# The Hiller–Sucher–Feinberg identity and the bound on the density at the nucleus

The electron density at a nucleus, $\rho(0)$, enters Fermi contact couplings and the Darwin correction. Read directly from a wave function it tests a single point, the one where the exact function has a cusp and a Gaussian basis has none. Hiller, Sucher and Feinberg (HSF, 1978) showed that for an eigenstate the same number is the expectation value of an operator spread over all space. This page derives the identity, turns it into an upper bound for atoms, and evaluates both sides for hydrogenic 1s and 2s states.

## Conventions and premises

SI units are used. With $m$ the electron mass,

$$\kappa=\frac{e^2}{4\pi\varepsilon_0},\qquad a_0=\frac{\hbar^2}{m\kappa}=52.918\ \text{pm}.$$

The nucleus sits at the origin. Electron $i$ has position $\mathbf r_i=r_i\hat{\mathbf r}_i$ and orbital angular momentum $\mathbf L_i=-\mathrm i\hbar\,\mathbf r_i\times\nabla_i$ about that origin. The radial derivative $\partial/\partial r_i=\hat{\mathbf r}_i\cdot\nabla_i$ is taken at fixed direction $\hat{\mathbf r}_i$ and fixed positions of all other electrons. The density is normalised to the electron number $N$, so $\rho(0)=\langle\sum_i\delta^3(\mathbf r_i)\rangle$.

**P1.** The Hamiltonian is non-relativistic, with a clamped nucleus and a real, local, spin-free potential:
$$H=-\frac{\hbar^2}{2m}\sum_{i=1}^N\nabla_i^2+V(\mathbf r_1,\dots,\mathbf r_N).$$

**P2.** $\psi$ is a normalised eigenfunction, $H\psi=E\psi$, which decays exponentially with its derivatives, as a bound state below the ionisation threshold does.

**P3.** $\psi$ is continuous with bounded first derivatives (Kato, 1957, for Coulomb potentials). It is smooth away from the points where two particles meet, and its second derivatives grow no faster than the inverse distance to such points. These known regularity properties are used here without proof.

**P4.** For the bound only, the system is a free atom or ion with a point nucleus:
$$V=-\sum_i\frac{Z\kappa}{r_i}+\sum_{i<j}\frac{\kappa}{r_{ij}},\qquad r_{ij}=|\mathbf r_i-\mathbf r_j|.$$

## Derivation of the identity

**Step 1: radial form.** Single out electron 1. Write $r=r_1$, let $\Omega$ be its direction, and let $X$ collect the positions of the other electrons and all spin labels. Set $u(r,\Omega,X)=r\psi$, with a prime for $\partial/\partial r$. Since $\nabla^2\psi=r^{-1}u''-L^2\psi/(\hbar^2r^2)$, the eigenvalue equation multiplied by $r$ reads

$$-\frac{\hbar^2}{2m}u''+\frac{L^2}{2mr^2}u+T_Xu+(V-E)u=0, \tag{1}$$

where $T_X$ is the kinetic energy of the other electrons. Because $d^3r=r^2\,dr\,d\Omega$, any function $f$ obeys $\int dr\,d\Omega\,dX\,f|u|^2=\langle f\rangle$. Let $(a,b)=\int d\Omega\,dX\,a^*b$ denote the product at fixed $r$.

**Step 2: multiply and integrate.** Multiply (1) by $2u'^*$, take the real part, and integrate over $\Omega$, $X$ and $\epsilon<r<\infty$. By P3 each product is a bounded factor times a singularity no worse than $1/r_{1j}$, and $\partial V/\partial r$ below is no worse than $1/r_{1j}^2$. Both are integrable in three dimensions, so the order of integration is free. P2 removes every boundary term at infinity. The four terms are treated in turn.

*Radial kinetic term.* Here $2\,\mathrm{Re}(u',u'')=\frac{d}{dr}(u',u')$, so the term equals $+\frac{\hbar^2}{2m}(u',u')_{r=\epsilon}$. Now $u'=\psi+r\,\partial\psi/\partial r$, and the derivative is bounded, so $u'\to\psi(0,X)$ from every direction. The angular integral gives $4\pi$:
$$\text{term 1}\to\frac{2\pi\hbar^2}{m}\rho_1(0),\qquad \rho_1(0)=\int dX\,|\psi(0,X)|^2 .$$
The cusp leaves no trace here, since it enters multiplied by $r$.

*Angular term.* $L^2$ is Hermitian on the sphere and commutes with $r$ and $\partial/\partial r$. Hence $2\,\mathrm{Re}(u',L^2u)=g'(r)$ with $g=(u,L^2u)=\sum_{k}(L_ku,L_ku)\ge0$, the sum running over Cartesian components. Integration by parts gives
$$\int_\epsilon^\infty\frac{g'}{2mr^2}dr=-\frac{g(\epsilon)}{2m\epsilon^2}+\int_\epsilon^\infty\frac{g}{mr^3}dr .$$
As $|\mathbf L\psi|\le\hbar r|\nabla_1\psi|$, we have $g=O(r^4)$. The boundary term vanishes as $\epsilon^2$, the integral converges, and term 2 tends to $\langle L^2/(mr^3)\rangle\ge0$.

*Other electrons.* $T_X$ is Hermitian in $X$ and independent of $r$, so the integrand is $\frac{d}{dr}(u,T_Xu)$. Term 3 is $-\epsilon^2(\psi,T_X\psi)_{r=\epsilon}\to0$.

*Potential term.* $V-E$ is real, so the integrand is $(V-E)\,\partial|u|^2/\partial r$. Integrating by parts along each ray (rays that hit another electron have measure zero),
$$\text{term 4}=-\epsilon^2\big(\psi,(V-E)\psi\big)_{r=\epsilon}-\int_\epsilon^\infty dr\,\Big(u,\frac{\partial V}{\partial r}u\Big).$$
For a Coulomb centre the boundary term is $O(\epsilon)$; it vanishes whenever $r^2V\to0$. Term 4 tends to $-\langle\partial V/\partial r\rangle$, and the energy has dropped out.

**Step 3: collect.** The four terms add to zero. The same argument applies to every electron, and $\rho(0)=\sum_i\rho_i(0)$, which gives the HSF identity

$$\boxed{\rho(0)=\frac{m}{2\pi\hbar^2}\Big\langle\sum_i\Big[\frac{\partial V}{\partial r_i}-\frac{L_i^2}{m\,r_i^3}\Big]\Big\rangle} \tag{2}$$

In atomic units the prefactor is $1/2\pi$. The bracket is the outward radial derivative of the potential plus centrifugal energy, $V+L_i^2/(2mr_i^2)$. The right side of (2), evaluated with any wave function, is called $\rho_{\rm HSF}$ below, and the directly read value $\rho_\delta$.

## The bound for atoms

**Step 4: attraction.** $\partial(-Z\kappa/r_i)/\partial r_i=Z\kappa/r_i^2$, and $m\kappa/\hbar^2=1/a_0$.

**Step 5: repulsion.** With $\theta$ the angle between $\mathbf r_i$ and $\mathbf r_j$, $r_{ij}^2=r_i^2+r_j^2-2r_ir_j\cos\theta$, so
$$\frac{\partial}{\partial r_i}\frac1{r_{ij}}=-\frac{r_i-r_j\cos\theta}{r_{ij}^3}.$$
This expression alone has no fixed sign: it is positive when $r_j\cos\theta>r_i$. The sum over electrons in (2), however, contains each pair twice, and the two pieces combine to

$$\Big(\frac{\partial}{\partial r_i}+\frac{\partial}{\partial r_j}\Big)\frac1{r_{ij}}=-\frac{(r_i+r_j)(1-\cos\theta)}{r_{ij}^3}\le0 \tag{3}$$

at every configuration. The pair sum is also less singular than its parts. From $r_{ij}^2=(r_i-r_j)^2+2r_ir_j(1-\cos\theta)$ follows $1-\cos\theta\le r_{ij}^2/(2r_ir_j)$, so the magnitude of (3) is at most $(r_i+r_j)/(2r_ir_jr_{ij})$.

**Step 6: result.** Inserting Steps 4 and 5 in (2),

$$\rho(0)=\frac{1}{2\pi a_0}\Big[Z\Big\langle\sum_i\frac1{r_i^2}\Big\rangle-\Big\langle\sum_{i<j}\frac{(r_i+r_j)(1-\cos\theta_{ij})}{r_{ij}^3}\Big\rangle-a_0\Big\langle\sum_i\frac{L_i^2}{\hbar^2r_i^3}\Big\rangle\Big]. \tag{4}$$

Both subtracted terms are non-negative, the first by (3) and the second because $g\ge0$. Therefore

$$\boxed{\rho(0)\le\frac{Z}{2\pi a_0}\Big\langle\sum_i r_i^{-2}\Big\rangle} \tag{5}$$

for ground and excited bound states alike, a bound given by M. and T. Hoffmann-Ostenhof and W. Thirring (1978).

**Equality.** For $N\ge2$ the pair term is strictly positive, because $\cos\theta_{ij}=1$ only on a set of measure zero, so (5) is strict. For $N=1$ equality requires $\mathbf L\psi=0$. Equality thus holds for hydrogenic s states and for no other eigenstate. For a hydrogenic state with $l>0$, $\rho(0)=0$ and (4) becomes $Z\langle r^{-2}\rangle=a_0\,l(l+1)\langle r^{-3}\rangle$. The 2p state has $\langle r^{-2}\rangle=Z^2/(12a_0^2)$ and $\langle r^{-3}\rangle=Z^3/(24a_0^3)$, which satisfies it.

**Link to the cusp.** Let $\bar\rho(r)$ be the spherical average of the density. Then $\langle\sum_ir_i^{-2}\rangle=4\pi\int_0^\infty\bar\rho\,dr$ and $\rho(0)=-\int_0^\infty\bar\rho\,'dr$, so (5) is equivalent to

$$\int_0^\infty\Big[\bar\rho\,'(r)+\frac{2Z}{a_0}\bar\rho(r)\Big]dr\ge0. \tag{6}$$

The nuclear cusp condition, $\bar\rho\,'(0)=-(2Z/a_0)\rho(0)$, says that this integrand vanishes at the origin. The bound is its integrated counterpart.

**How tight.** For the two-electron ground state at large $Z$, expand $\psi=\psi_0+\psi_1/Z+\dots$ in coordinates scaled by $a_0/Z$, with $\psi_0$ the product of two hydrogenic 1s orbitals. The angular average of $1/r_{12}$ is $1/r_>$, with $r_>$ the larger radius, so the average of (3) is $-1/r_>^2$. With $x=Zr/a_0$, the probability that the second electron lies inside $x$ is $1-e^{-2x}(1+2x+2x^2)$, and
$$\langle r_>^{-2}\rangle_0=\frac{2Z^2}{a_0^2}\int_0^\infty4e^{-2x}\big[1-e^{-2x}(1+2x+2x^2)\big]dx=\frac{Z^2}{2a_0^2}.$$
The attraction term is $4Z^3/a_0^2$ at this order (twice the 1s value derived below). As $\mathbf L_i\psi_0=0$, the angular term is quadratic in $\psi_1/Z$. The density therefore lies below the bound by the fraction $1/(8Z)+O(Z^{-2})$. For Li$^+$ the leading term is about 4 per cent; the next order is smaller only by a factor of order $1/Z$, so one figure is all it supports.

## Range of validity

- **Eigenstates.** Step 2 uses the Schrödinger equation only through $\mathrm{Re}\langle\delta\psi|H-E|\psi\rangle=0$ with $\delta\psi=\sum_ir_i^{-1}\partial(r_i\psi)/\partial r_i$, cut off at small $r_i$. Any combination of degenerate eigenstates qualifies. This variation is generated by a spin-free one-electron operator, so a Hartree–Fock determinant at the complete-basis limit, with $E$ its energy expectation value, is stationary under it by Brillouin's theorem and obeys (2) and (5). In a finite basis $\delta\psi$ leaves the basis, $\rho_{\rm HSF}\ne\rho_\delta$ in general, and (5) can fail. For $\psi\propto e^{-\zeta r}$, $\rho_\delta=\zeta^3/\pi$ and $\rho_{\rm HSF}=Z\zeta^2/(\pi a_0)$, so (5) fails for $\zeta>Z/a_0$. Both values are in error at first order in $\zeta-Z/a_0$: HSF is no variational principle.
- **Local potentials with $r^2V\to0$.** Non-local pseudopotentials, vector potentials and the mass-polarisation term of a moving nucleus add terms to (2). For one electron, nuclear motion only replaces $m$ by the reduced mass. A spherical extended nucleus leaves (2) intact, and (5) survives because the enclosed charge never exceeds $Ze$.
- **Molecules and fields.** Identity (2) holds about any origin. A second nucleus at $\mathbf R$ contributes $Z_B\kappa(r_i-R\cos\gamma_i)/|\mathbf r_i-\mathbf R|^3$, with $\gamma_i$ the angle between $\mathbf r_i$ and $\mathbf R$. Its sign varies, so (5) does not follow.
- **Spin.** Since $H$ is spin-free, (2) holds with a spin weight attached to each electron $i$. The two halves of (3) then carry different weights for opposite spins, and the sign argument is lost.
- **Relativity.** Corrections scale as $(Z\alpha)^2$, with $\alpha$ the fine-structure constant. The Dirac s density at a point nucleus diverges as $r^{2\gamma_0-2}$, $\gamma_0=\sqrt{1-(Z\alpha)^2}$, so $\rho(0)$ here means the Schrödinger value.
- **Isotropic mass.** The split into a radial part and $L^2$ in (1) needs it.

## Illustration: hydrogenic 1s and 2s

Write $\psi=R(r)/\sqrt{4\pi}$, $a=a_0/Z$ and $x=r/a$:
$$R_{1s}=2a^{-3/2}e^{-x},\qquad R_{2s}=\frac{a^{-3/2}}{\sqrt2}\Big(1-\frac x2\Big)e^{-x/2}.$$
The direct values $R(0)^2/4\pi$ are $1/(\pi a^3)$ and $1/(8\pi a^3)$. For the other side, $\langle r^{-2}\rangle=\int_0^\infty R^2dr$:
$$\langle r^{-2}\rangle_{1s}=\frac{4}{a^2}\int_0^\infty e^{-2x}dx=\frac{2}{a^2},\qquad \langle r^{-2}\rangle_{2s}=\frac{1}{2a^2}\int_0^\infty\Big(1-x+\frac{x^2}{4}\Big)e^{-x}dx=\frac{1}{4a^2}.$$
Multiplication by $1/(2\pi a)$ returns $1/(\pi a^3)$ and $1/(8\pi a^3)$, so (5) is an equality for both. The two states reach it differently. For 1s the integrand of (6) is zero at every $r$. For 2s it is $(x^2/4-x/2)\,e^{-x}/(8\pi a^4)$, negative inside the node at $x=2$ and positive outside, with zero total.

The same formulas describe the envelope of a shallow donor in GaAs in the effective-mass model, since the conduction-band minimum is single and isotropic. The replacements $m\to m^*$ and $\kappa\to\kappa/\varepsilon_r$ give $a=a_0\varepsilon_rm/m^*$. With the typical values $m^*=0.067\,m$ and $\varepsilon_r=12.9$, $a=10.2$ nm. The donor entries use the unrounded $a$ and carry two figures.

| System | State | $1/(2\pi a)$ / m$^{-1}$ | $\langle r^{-2}\rangle$ / m$^{-2}$ | $\rho_{\rm HSF}=\rho_\delta$ / m$^{-3}$ |
|---|---|---|---|---|
| H, clamped nucleus | 1s | $3.008\times10^{9}$ | $7.142\times10^{20}$ | $2.148\times10^{30}$ |
| H, clamped nucleus | 2s | $3.008\times10^{9}$ | $8.928\times10^{19}$ | $2.685\times10^{29}$ |
| donor model | 1s | $1.6\times10^{7}$ | $1.9\times10^{16}$ | $3.0\times10^{23}$ |
| donor model | 2s | $1.6\times10^{7}$ | $2.4\times10^{15}$ | $3.8\times10^{22}$ |

The hydrogen rows belong to the clamped-nucleus model. The reduced mass $\mu$ lowers $\rho(0)\propto\mu^3$ by 0.16 per cent, which changes the fourth figure, while $\alpha^2=5.3\times10^{-5}$. The donor rows are the model's envelope densities. The electron density at the donor nucleus also contains the squared Bloch amplitude of the s-like band edge, which peaks at the nuclei, and it is typically larger than the envelope value by three to nearly four orders of magnitude.

**A superposition breaks the bound.** Let $w=rR$ for two real s states $A$ and $B$ of the same $H$. Multiply the radial equation of $A$ by $w_B'$ and that of $B$ by $w_A'$, add, and integrate as in Step 2. The kinetic terms form $(w_A'w_B')'$ and the potential terms $V(w_Aw_B)'$. Using $\int w_Bw_A'\,dr=-\int w_Aw_B'\,dr$,

$$\frac{\hbar^2}{2m}R_A(0)R_B(0)=\int_0^\infty\frac{dV}{dr}w_Aw_B\,dr+(E_A-E_B)\int_0^\infty w_Aw_B'\,dr. \tag{7}$$

For $A=1s$ and $B=2s$, $\int R_AR_B\,dr=4\sqrt2/(9a^2)$, $\int w_Aw_B'\,dr=-4\sqrt2/(27a)$ and $E_A-E_B=-\tfrac38\hbar^2/(ma^2)$. In units of $\hbar^2/(ma^3)$, (7) reads $\sqrt2/2=4\sqrt2/9+\sqrt2/18$. The HSF operator omits the last term. For $\psi=(\psi_{1s}+\psi_{2s})/\sqrt2$, in units of $1/(\pi a^3)$,
$$\rho_\delta=\frac9{16}+\frac{\sqrt2}{4}=0.916,\qquad\rho_{\rm HSF}=\frac9{16}+\frac{2\sqrt2}{9}=0.877 .$$
The density at the nucleus exceeds the right side of (5) by 4.5 per cent, as it may, since this state is not stationary.

**A basis without a cusp.** Approximate the 1s state by one normalised Gaussian, $\psi=(2\beta/\pi)^{3/4}e^{-\beta r^2}$. Its energy is $3\hbar^2\beta/(2m)-2Z\kappa\sqrt{2\beta/\pi}$, with the minimum at $\beta=8/(9\pi a^2)$. Then $\rho_\delta=(2\beta/\pi)^{3/2}$ and $\langle r^{-2}\rangle=4\beta$, so $\rho_{\rm HSF}=2\beta/(\pi a)$. Relative to the exact $1/(\pi a^3)$,
$$\rho_\delta:\ \frac{64}{27\pi^2}=0.240,\qquad\rho_{\rm HSF}:\ \frac{16}{9\pi}=0.566 .$$
The direct value is 76 per cent too low and the HSF value 43 per cent too low. The form $\rho_{\rm HSF}=(2/a)\int_0^\infty\bar\rho\,dr$, valid for one s electron, explains the gain: all radii carry equal weight, so a defect in $\bar\rho$ confined to $r<r_c\ll a$ shifts $\rho_\delta$ in full but $\rho_{\rm HSF}$ only by a fraction of order $2r_c/a$ of it. This is a statement about defects localised at the cusp. The ratio $\rho_{\rm HSF}/\rho_\delta$, equal to one for an eigenstate, serves as an internal test of a basis near the nucleus. A ratio near one is necessary for an accurate wave function, or for both values to be accurate together, but not sufficient, since both can be off by the same factor. A ratio away from one shows only that at least one of the two values is wrong; the other may still be accurate.